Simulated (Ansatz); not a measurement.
Ta4O: a film clamped to a substrate

Computed with DFT PBE, scalar-relativistic, plane waves, PAW (Ansatz). The runs took a 420 eV cutoff, a Γ-centred 14×14×8 mesh and Gaussian smearing (0.15 eV). Spin–orbit coupling is left out, which matters for the heavy elements here. No spin polarisation. Energies are free energies at this smearing, counted from the undisturbed cell; pressure is positive in compression.

Reference structure (relaxed at this level; with this scan's settings it stands at 0.1 GPa; it needn't be the usual structure):

```
Ta O
1.0
     3.25471    0.00000    0.00000
     0.00000    3.25471    0.00000
     0.00000    0.00000    7.39539
Ta O
4 1
Direct
  0.00000 0.00000 0.50000
  0.50000 0.50000 0.78291
  0.50000 0.50000 0.21709
  0.00000 0.00000 0.00000
  0.50000 0.50000 0.50000
```

The cell (5 atoms, V0 = 78.34 Å³) is strained by p along both x and y and by q along z, fractional coordinates fixed. τp = (1/V0) ∂E/∂p = (σxx + σyy)(1 + p)(1 + q) and τq = (1/V0) ∂E/∂q = σzz(1 + p)², with tension positive.

| p | q | ΔE (meV/atom) | τp (GPa) | τq (GPa) |
| --- | --- | --- | --- | --- |
| 0.000 | 0.000 | 0.00 | -0.17 | -0.14 |
| -0.030 | 0.000 | 43.67 | -30.94 | -10.62 |
| 0.030 | 0.000 | 35.58 | 23.40 | 8.94 |
| 0.000 | -0.030 | 21.12 | -10.24 | -15.00 |
| 0.000 | 0.030 | 16.05 | 9.34 | 10.41 |

Q: Get the second derivatives of the energy density.

A: Central differences give A = ∂τp/∂p = 906 GPa (C11 + C22 + 2 C12), C = ∂τq/∂q = 423 GPa (C33) and the cross term B = ∂τq/∂p = 326 GPa (C13 + C23); ∂τp/∂q = 326 GPa must equal B, and any difference shows higher-order terms. Steps this large leave an error of some per cent of A or C in all of these, which can swamp a small B. The ions are clamped.

Q: A film of this crystal grows with z along the normal on a substrate that imposes p. How does its thickness respond, and what does the misfit cost?

A: Count p and q from the stress-free cell. A free surface needs τq = 0, so q = −(B/C) p = -0.77 p. The energy density left is (A − B²/C) p²/2 = M p², with the biaxial modulus M = 327 GPa; a misfit of 1 % costs 3.20 meV/atom, against 4.43 meV/atom if the thickness were held.

Forces appear on the atoms along this scan, and letting them relax would lower the energy and soften the response. No gap shows at this level, though a semilocal functional can close a small gap that the real compound has; without a gap these slopes depend on the k mesh and the smearing.

The positive cross term means that in-plane tension thins the film and in-plane compression thickens it. This Poisson response lowers the cost of a 1 % misfit from 4.43 to 3.20 meV/atom. The lattice is a body-centred Ta host, stretched along z by oxygen in octahedral interstices. Its stiffness probably comes from Ta d-band cohesion, reinforced by Ta–O bonds with mixed covalent and ionic character.

For both strains, compression costs more than equal extension, as expected when short-range repulsion rises faster than bonding weakens. The imbalance is relatively larger along z, where the shortest Ta–O contacts lie; this suggests that they contribute much of the anharmonicity. The harmonic misfit energy therefore suits small strains best, and large compressive and tensile misfits shouldn't be treated as equivalent. The height of the Ta layers next to oxygen is the one internal coordinate that symmetry leaves free to respond to these strains. Resistance to shear, including unequal strain along x and y, remains untested, so the positive moduli don't establish full mechanical stability.
